\section*{Deficiency of a reaction network and its non-negativity}

\subsection*{Conventions}

A network has $m$ species and $r$ reactions, the two directions of a reversible step being counted as two reactions. A complex is the formal sum of species on one side of an arrow; each distinct sum is listed once, and there are $n$ of them. The empty side of a source or sink step is the zero complex. The complexes are the vertices and the reactions the directed edges of a graph. Its connected components, taken without regard to direction, are the $l$ linkage classes. Column $j$ of the $m\times n$ matrix $Y$ holds the composition of complex $j$. Column $k$ of the $n\times r$ incidence matrix $B$ holds $-1$ at the reactant complex of reaction $k$, $+1$ at its product complex and zero elsewhere. The stoichiometric matrix $N$ has as column $k$ the product composition minus the reactant composition, so that
\begin{equation}
N = YB, \qquad \dot c = N v = Y(Bv), \label{eq:fact}
\end{equation}
with $c$ the concentrations and $v$ the reaction rates. The vector $Bv$ gives the net rate at which each complex is formed. The stoichiometric rank is $s=\operatorname{rank}N$. For linkage class $\theta$, $n_\theta$ is the number of its complexes and $s_\theta$ the rank of the columns of $N$ that belong to it.

\subsection*{Statement}

The incidence matrix has rank $n-l$, and the deficiency obeys
\begin{equation}
\delta \equiv n-l-s = \dim(\ker Y\cap \operatorname{im}B) \ge 0 . \label{eq:delta}
\end{equation}
With $\delta_\theta=n_\theta-1-s_\theta\ge0$ for each class,
\begin{equation}
\delta-\sum_\theta\delta_\theta=\sum_\theta s_\theta-s\ge 0 , \label{eq:classes}
\end{equation}
and equality holds exactly when the stoichiometric subspaces of the classes are linearly independent. The deficiency depends on the list of reactions alone, not on rate constants or temperature. If $\delta=0$, every steady state has $Bv=0$: each complex is formed as fast as it is consumed, which is called complex balance. This is the first step of the deficiency zero theorem of Feinberg, Horn and Jackson.

For the Lindemann scheme of the isomerisation of cyclopropane (A) to propene (P) in a large excess of N$_2$ (M), with A$^*$ the energised reactant,
\begin{equation}
\mathrm{A+M}\underset{k_{-1}}{\overset{k_1}{\rightleftharpoons}}\mathrm{A^*+M},\qquad \mathrm{A^*}\xrightarrow{k_2}\mathrm{P}, \label{eq:lind}
\end{equation}
the result is $n=4$, $l=2$, $s=2$ and $\delta=0$.

\subsection*{A wrong attempt}

The calculation in this section is wrong, and its result must not be used. Order the species as A, A$^*$, P, M, the complexes as A+M, A$^*$+M, A$^*$, P, and the reactions as activation, deactivation, isomerisation. The attempt runs in five lines.
\begin{description}
\item[W1] There are four complexes, $n=4$.
\item[W2] A+M and A$^*$+M are joined, A$^*$ and P are joined, and no arrow joins the two groups, so $l=2$.
\item[W3] Each reaction moves the composition along its own non-zero vector, and there are three reactions, so $s=3$.
\item[W4] The deficiency is $4-2-3=-1$, and there is $m-s=4-3=1$ conservation law.
\item[W5] The first class has two reactions and the second has one, which gives class deficiencies $2-1-2=-1$ and $2-1-1=0$. Their sum, $-1$, equals the value in W4, and the inequality \eqref{eq:classes} appears to hold.
\end{description}
The wrong answer is $\delta=-1$. Line W5 confirms nothing, because reaction counts add over classes and the two sides must match whatever the network.

\subsection*{The symptom}

A dimension cannot be negative, so $-1$ contradicts \eqref{eq:delta}. Equivalently, $s\le n-l=2$, since the rank of the product $YB$ cannot exceed the rank of $B$.

A second symptom needs no network theory. Scheme \eqref{eq:lind} conserves the total of C$_3$H$_6$ isomers, $[\mathrm A]+[\mathrm{A^*}]+[\mathrm P]$, and it conserves $[\mathrm M]$. These are two independent laws, $w_1=(1,1,1,0)$ and $w_2=(0,0,0,1)$ with $wN=0$. The left kernel of $N$ has dimension $m-s$, so $s\le2$. The single law of W4 would let either carbon or nitrogen disappear from a closed vessel.

\subsection*{The faulty line}

Lines W1 and W2 are right, and W4 and W5 only carry the fault forward. The fault is W3. Three non-zero vectors need not span three dimensions: deactivation changes the composition by $\mathrm A-\mathrm{A^*}$, the negative of the change $\mathrm{A^*}-\mathrm A$ made by activation. The number of columns of $N$ is $r$, and $s$ is the dimension of their span. The two differ by $\dim\ker N$, the number of independent combinations of reactions that leave the composition unchanged.

\subsection*{Proof of the statement}

\emph{Rank of $B$.} A row vector $u$ satisfies $uB=0$ if and only if, for every reaction, $u$ takes the same value on the product complex as on the reactant complex. Any two complexes of a class are joined by a chain of reactions, so $u$ is constant on each class, and every such $u$ satisfies the condition. The indicator vectors of the $l$ classes form a basis of the left kernel, and $\operatorname{rank}B=n-l$. It also follows that $\operatorname{im}B$ is the set of vectors whose entries sum to zero over each class, because that set contains $\operatorname{im}B$ and has the same dimension.

\emph{The deficiency as a dimension.} Restrict the linear map $Y$ to the subspace $\operatorname{im}B$. The image of the restriction is $\operatorname{im}(YB)=\operatorname{im}N$, of dimension $s$, and its kernel is $\ker Y\cap\operatorname{im}B$. The rank--nullity theorem gives
\begin{equation}
n-l=s+\dim(\ker Y\cap\operatorname{im}B),
\end{equation}
which is \eqref{eq:delta}.

\emph{Linkage classes.} Each class is a network with one linkage class, so $\delta_\theta\ge0$ by the previous step. Since $n=\sum_\theta n_\theta$ and there are $l$ classes, $\sum_\theta\delta_\theta=n-l-\sum_\theta s_\theta$, and subtraction from $\delta$ gives the equality in \eqref{eq:classes}. The subspace $\operatorname{im}N$ is the sum of the class subspaces. The dimension of a sum of subspaces is at most the sum of their dimensions, with equality when the sum is direct.

\emph{Steady states.} If $\dot c=0$, then by \eqref{eq:fact} the vector $Bv$ lies in $\ker Y$, and it lies in $\operatorname{im}B$ by construction. For $\delta=0$ this intersection holds only the zero vector.

\subsection*{The mended calculation}

In the ordering given above,
\begin{equation}
Y=\begin{pmatrix}1&0&0&0\\0&1&1&0\\0&0&0&1\\1&1&0&0\end{pmatrix},\quad
B=\begin{pmatrix}-1&1&0\\1&-1&0\\0&0&-1\\0&0&1\end{pmatrix},\quad
N=\begin{pmatrix}-1&1&0\\1&-1&-1\\0&0&1\\0&0&0\end{pmatrix}.
\end{equation}
The first two columns of $N$ add to zero, so $s\le2$. The minor formed from rows A and P and columns 1 and 3 equals $-1$, so $s\ge2$. Hence $s=2$ and
\begin{equation}
\delta=4-2-2=0 .
\end{equation}
The right-hand side of \eqref{eq:delta} gives an independent test: $\det Y=1$, so $\ker Y$ is trivial and so is its intersection with $\operatorname{im}B$. Each class has $n_\theta=2$, $s_\theta=1$ and $\delta_\theta=0$, and $s_1+s_2=2=s$. There are $m-s=2$ conservation laws, namely $w_1$ and $w_2$.

Absorbing the constant $[\mathrm M]$ into the rate constants changes the graph to $\mathrm A\rightleftharpoons\mathrm{A^*}\to\mathrm P$, with $n=3$, $l=1$, $s=2$. The deficiency is again zero, and the reaction count again gives $-1$.

Complex balance fixes the steady states. The entry of $Bv$ at complex P is $k_2[\mathrm{A^*}]$, so $[\mathrm{A^*}]=0$. The entry at A+M is $k_{-1}[\mathrm{A^*}][\mathrm M]-k_1[\mathrm A][\mathrm M]$, so $[\mathrm A]=0$ when N$_2$ is present. The only steady state of the scheme is complete conversion.

The rank also bounds the number of relaxation rates. With $a=k_1[\mathrm M]$ and $b=k_{-1}[\mathrm M]$ the equations for A, A$^*$ and P are linear, with characteristic polynomial
\begin{equation}
\lambda\left[\lambda^2+(a+b+k_2)\lambda+ak_2\right]. \label{eq:char}
\end{equation}
The factor $\lambda$ belongs to $w_1$, and the zero row for M adds a second zero eigenvalue to the full Jacobian. Two non-zero eigenvalues remain, as $s=2$ allows. Take $T=770$ K, for which $k_BT=0.06635$ eV, and as typical inputs a high-density limit $k_\infty=ak_2/b$ with prefactor $1.6\times10^{15}$ s$^{-1}$ and activation energy 2.82 eV. The exponent is $-42.5$ and $k_\infty=5.6\times10^{-4}$ s$^{-1}$. Take $[\mathrm M]=0.010$ nm$^{-3}$ (1.05 atm as an ideal gas), a typical gas-kinetic $k_{-1}=5\times10^{11}$ nm$^3$ s$^{-1}$ and an illustrative $k_2=1\times10^8$ s$^{-1}$. Then $b=5.0\times10^9$ s$^{-1}$ and $a=k_\infty b/k_2=2.8\times10^{-2}$ s$^{-1}$. The fast rate is $a+b+k_2$ and the slow rate is $ak_2/(a+b+k_2)$, each with a relative correction $ak_2/(a+b+k_2)^2$ of about $1\times10^{-13}$. The model's rates are $5.1\times10^{9}$ s$^{-1}$ and $5.5\times10^{-4}$ s$^{-1}$. A fraction $b/(b+k_2)=0.98$ of the energised molecules is deactivated. Most of the turnover therefore runs round the loop $(1,1,0)\in\ker N$, which changes no concentration and which W3 counted as a third direction. The fraction is the model's: a real molecule has a range of energised states, and its fall-off is broader than that of the two-level scheme.

\subsection*{Size of the error}

Let $\delta_r=n-l-r$ be the value from the reaction count. Since $\operatorname{rank}B=n-l$,
\begin{equation}
\delta_r=-\dim\ker B\le0,\qquad \delta_r-\delta=s-r=-\dim\ker N. \label{eq:err1}
\end{equation}
The value $\delta_r$ does not contain $Y$. It is minus the number of independent cycles of the graph, a reversible pair being a cycle of two edges, and it carries no information about the chemistry. For scheme \eqref{eq:lind} the rank is overstated by one (3 for 2), the deficiency is low by one ($-1$ for 0), and one of the two conservation laws is lost.

The milder form of the slip counts steps: let $q$ be the number of reversible pairs plus the number of irreversible reactions, and $\delta_q=n-l-q$. Keeping one column of $B$ per step leaves the image unchanged, so $\nu=q-(n-l)\ge0$ is the dimension of the kernel of the reduced matrix, the number of independent cycles among the steps. Then
\begin{equation}
\delta_q=-\nu\le0,\qquad \delta_q-\delta=-(\nu+\delta). \label{eq:err2}
\end{equation}
This count can never report a positive deficiency, and it is right only when the steps form no cycle and the true deficiency is zero. Scheme \eqref{eq:lind} meets both conditions, $q=2$, and the count returns the correct zero for no reason that carries over to other networks. Counting the single reversible pair and omitting the irreversible step gives $4-2-1=1$, too high by one.

The step count fails as soon as cyclopropane is concentrated enough to act as a collider. Adding $2\mathrm A\rightleftharpoons\mathrm{A^*+A}$ brings two complexes, one class and no new reaction vector: $n=6$, $l=3$, $s=2$, $\delta=1$. The subspace $\ker Y\cap\operatorname{im}B$ is spanned by the vector with $+1$ at A$^*$+M and 2A and $-1$ at A+M and A$^*$+A, which stands for activation by N$_2$ followed by deactivation by cyclopropane. All three class deficiencies vanish, so \eqref{eq:classes} is strict, with $\sum_\theta s_\theta-s=3-2=1$. The step count gives $\delta_q=0$. The sign test passes, and only the conservation laws, $m-q=1$ against the two that still hold, expose the fault.

\begin{center}
\begin{tabular}{lccccccccc}
network & $m$ & $n$ & $l$ & $r$ & $q$ & $s$ & $\delta$ & $\delta_r$ & $\delta_q$\\ \hline
Lindemann, N$_2$ explicit & 4&4&2&3&2&2&0&$-1$&0\\
Lindemann, N$_2$ absorbed & 3&3&1&3&2&2&0&$-1$&0\\
with self-collisions & 4&6&3&5&3&2&1&$-2$&0\\
trap in silicon & 4&6&3&6&3&2&1&$-3$&0
\end{tabular}
\end{center}

\subsection*{A case where the false zero has physical weight: a trap in silicon}

Electrons e, holes h and a deep trap with charge states T$^0$ and T$^-$ form the network
\begin{equation}
0\rightleftharpoons \mathrm{e+h},\qquad \mathrm{T^0+e}\rightleftharpoons\mathrm{T^-},\qquad \mathrm{T^-+h}\rightleftharpoons\mathrm{T^0}. \label{eq:trap}
\end{equation}
In the species order e, h, T$^0$, T$^-$ the forward vectors are $(1,1,0,0)$, $(-1,0,-1,1)$ and $(0,-1,1,-1)$. They sum to zero and any two are independent, so $s=2$ and $\delta=6-3-2=1$, with all $\delta_\theta=0$. Charge and trap number are the two conserved quantities. With the complexes in the order written in \eqref{eq:trap}, $Y$ has rank 4 and its kernel is spanned by the unit vector on the zero complex and by $z=(-1,1,-1,1,-1,1)$. Only multiples of $z$ sum to zero over each class, so the intersection with $\operatorname{im}B$ is one-dimensional.

Let $c_e$, $c_h$ be the carrier densities, $c_i$ the intrinsic density, $c_T$ the trap density and $t=[\mathrm T^-]$. With mass-action rates the net forward fluxes are
\begin{align}
j_1&=G+\beta c_i^2-\beta c_ec_h,\nonumber\\
j_2&=\gamma_e c_e(c_T-t)-\gamma_e e_1t,\\
j_3&=\gamma_h c_h t-\gamma_h h_1(c_T-t).\nonumber
\end{align}
Here $G$ is a uniform optical generation rate, $\beta$ the band-to-band recombination coefficient, $\gamma_{e}$ and $\gamma_h$ the capture coefficients, and $\gamma_ee_1$ and $\gamma_hh_1$ the emission rates. Detailed balance in the dark sets $e_1h_1=c_i^2$. The rate equations $\dot c_e=j_1-j_2$ and $\dot c_h=j_1-j_3$ give $j_1=j_2=j_3=U$ in a steady state, so $Bv=Uz$. Setting $j_2=j_3$ gives $t=c_T(\gamma_ec_e+\gamma_hh_1)/D$ with $D=\gamma_e(c_e+e_1)+\gamma_h(c_h+h_1)$, and insertion in $j_2$ gives the Shockley--Read--Hall rate
\begin{equation}
U=\frac{\gamma_e\gamma_h c_T\,(c_ec_h-c_i^2)}{\gamma_e(c_e+e_1)+\gamma_h(c_h+h_1)}. \label{eq:srh}
\end{equation}
A deficiency of zero, as the step count reports, would force $Bv=0$ and thus $U=0$ in every steady state. That needs $c_ec_h=c_i^2$ from \eqref{eq:srh} and $c_ec_h=c_i^2+G/\beta$ from $j_1=0$, which are compatible only for $G=0$.

Take $T=300$ K ($k_BT=0.02585$ eV), the approximate silicon values $c_i=1\times10^{-11}$ nm$^{-3}$ and $\beta=5\times10^{6}$ nm$^3$ s$^{-1}$, and an illustrative midgap trap with $e_1=h_1=c_i$, $c_T=1\times10^{-9}$ nm$^{-3}$, cross-section 0.1 nm$^2$ and thermal speed $2\times10^{14}$ nm s$^{-1}$ for both carriers. Then $\gamma_e=\gamma_h=\gamma=2.0\times10^{13}$ nm$^3$ s$^{-1}$, and the model's minority-carrier lifetime is $1/(\gamma c_T)=50$ $\mu$s. This value scales inversely with the assumed trap density and is no property of silicon as such. Let the light be adjusted so that p-type material holds $c_h=1\times10^{-5}$ nm$^{-3}$ and $c_e=1\times10^{-8}$ nm$^{-3}$. Equation \eqref{eq:srh} gives $U=2.0\times10^{-4}$ nm$^{-3}$ s$^{-1}$. The band-to-band rate $\beta(c_ec_h-c_i^2)$ is $5.0\times10^{-7}$ nm$^{-3}$ s$^{-1}$, which is 0.25 per cent of $G=U+\beta(c_ec_h-c_i^2)$. Auger recombination has been left out. With a typical coefficient $C=1\times10^{11}$ nm$^6$ s$^{-1}$ its rate $Cc_h^2c_e$ is $1\times10^{-7}$ nm$^{-3}$ s$^{-1}$, of the order of the band-to-band rate but only 0.05 per cent of $U$. Including it as $\mathrm{e+2h\rightleftharpoons h}$ adds two complexes, one class and no new direction, and raises $\delta$ to 2.

The departure from complex balance can be stated as an energy. The product of the forward-to-reverse rate ratios round the cycle is independent of the concentrations and equals $(G+\beta c_i^2)/(\beta c_i^2)=4.0\times10^{11}$, so that
\begin{equation}
k_BT\ln\frac{G+\beta c_i^2}{\beta c_i^2}=k_BT\ln\frac{G+\beta c_i^2}{\beta c_ec_h}+k_BT\ln\frac{c_ec_h}{c_i^2}.
\end{equation}
In the model the left side is 0.69 eV. The first term on the right, 0.15 eV, belongs to the generation step, and the second, 0.54 eV, is the splitting of the quasi-Fermi levels that drives the two trap steps. Complex balance would require the left side to vanish. The false zero removes the direction $z$, and with it the channel through which nearly all carriers of this model recombine.